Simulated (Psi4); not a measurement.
C2H5FO (methoxymethyl fluoride): methods side by side

C2H5FO: 9 atoms, total charge 0, spin state singlet. As SMILES, `COCF`. Geometry: optimised at PBE0/def2-TZVP. This is one conformer, not always the lowest.

| atom | x (Å) | y (Å) | z (Å) |
| --- | --- | --- | --- |
| C | -0.6455 | 0.7921 | -0.6050 |
| O | -0.0597 | 0.4977 | 0.6472 |
| C | 0.5657 | -0.7123 | 0.6962 |
| F | 1.7202 | -0.7154 | -0.0651 |
| H | -1.3292 | -0.0088 | -0.9129 |
| H | -1.2083 | 1.7161 | -0.4831 |
| H | 0.1157 | 0.9303 | -1.3771 |
| H | -0.0657 | -1.5192 | 0.2986 |
| H | 0.8515 | -0.8943 | 1.7335 |

Quantity: the dipole moment, in D. The values are calculated.

```json
{"level": "PBE-D4/def2-TZVPP (density fitting)", "kind": "GGA", "program": "Psi4", "value (D)": "1.58", "CPU time": "43 s"}
{"level": "r2SCAN-D4/def2-TZVPP (density fitting)", "kind": "meta-GGA", "program": "Psi4", "value (D)": "1.64", "CPU time": "93 s"}
{"level": "B3LYP-D4/def2-TZVPP (density fitting)", "kind": "global hybrid", "program": "Psi4", "value (D)": "1.70", "CPU time": "41 s"}
{"level": "PBE0-D4/def2-TZVPP (density fitting)", "kind": "global hybrid", "program": "Psi4", "value (D)": "1.69", "CPU time": "36 s"}
{"level": "wB97M-V/def2-TZVPP (density fitting)", "kind": "range-separated hybrid", "program": "Psi4", "value (D)": "1.69", "CPU time": "1.8 min"}
```

The values span 1.58 to 1.70 D. Magnitudes only. CPU times are rough (shared hosts, several kinds of processor and program).

The three hybrids agree closely on the dipole moment, at 1.69 to 1.70 D, while r2SCAN gives 1.64 D and PBE the lowest value, 1.58 D. With the nuclei held in place, this modest spread reflects differences in electron density, probably because exact exchange limits delocalisation and leaves the polar bonds slightly more charge-separated.

The size of the moment is set by the polar C–F and C–O bonds and their relative orientation. The C–O–C–F chain is gauche, so the C–F dipole partly opposes that of the ether group; in an anti arrangement the two would reinforce each other more. The geometry also carries the usual signature of the anomeric effect: the C–O bond to the fluorinated carbon is shorter than the one to the methyl group, consistent with donation from an oxygen lone pair into the C–F antibonding orbital. The close agreement among the hybrids shows that the result is insensitive to the choice between them, not that it is accurate to the same margin.
